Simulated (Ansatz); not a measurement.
## Ionic part of the dielectric constant of BP at -12.5 GPa, mode by mode

These are results of DFT LDA, scalar-relativistic, plane waves, PAW (Ansatz), not measurements. Cutoff 420 eV, 10×10×10 k-points (Γ-centred), fixed occupations. No spin polarisation. Phonons by linear response, acoustic sum rule imposed.

It takes space group F-43m (No. 216, cubic). Conventional cell: a = 4.617 Å, b = 4.617 Å, c = 4.617 Å, α = 90.00°, β = 90.00°, γ = 90.00°. B (site symmetry -43m) is surrounded by 4 P at 2.00 Å. P (site symmetry -43m) is surrounded by 4 B at 2.00 Å.

The cell is the ideal cubic zincblende prototype.

The primitive cell has V = 24.60 Å³ and ε∞,yy = 9.242. Each polar mode adds Δε = (4.92064×10⁷/V)·S/ν² along y, with S its oscillator strength in e²/amu, ν in cm⁻¹ and V in Å³.

Task: From these modes, find each Δε and ε0,yy.
```json
{"ν (cm⁻¹)": "753.9", "S_yy (e²/amu)": "0.01734"}
```

Result:
```csv
ν (cm⁻¹),Δε
753.9,0.06
```

The sum is 0.061, so ε0,yy = 9.30; the run's tensor has 9.30.

Task: Where do the longitudinal modes lie for a wave vector along y?

Result: At 756 cm⁻¹. The Lyddane–Sachs–Teller product Π(ν_LO/ν_TO)² = 1.01 matches ε0/ε∞ = 1.01.

Cost: 1 run of about 2.3 core-minutes, on Intel Xeon Processor @ 2.50GHz (Skylake/Cascade Lake) (shared hosts).

The static dielectric response of BP in this stretched state is almost entirely electronic: the lattice adds only 0.061 to an ε∞ of 9.242. The reason is the weakly polar, strongly covalent B–P bond. Boron and phosphorus have similar electronegativities, so displacing the two sublattices against each other creates little dipole, which corresponds to a small Born effective charge. The stiff bonds also limit how far a static field can displace the atoms. Boron's low mass helps raise the phonon frequency but doesn't itself reduce the ionic permittivity, because mass cancels between the oscillator strength and the squared frequency.

The same small effective charge, together with strong electronic screening, keeps the longitudinal mode at 756 cm⁻¹, barely above the transverse one at 753.9 cm⁻¹. Polar-optical (Fröhlich) coupling of carriers should therefore be weak, although other scattering channels may still matter. Since the oscillator strength depends on the square of the effective charge, these data can't settle which atom carries the positive dynamical charge.
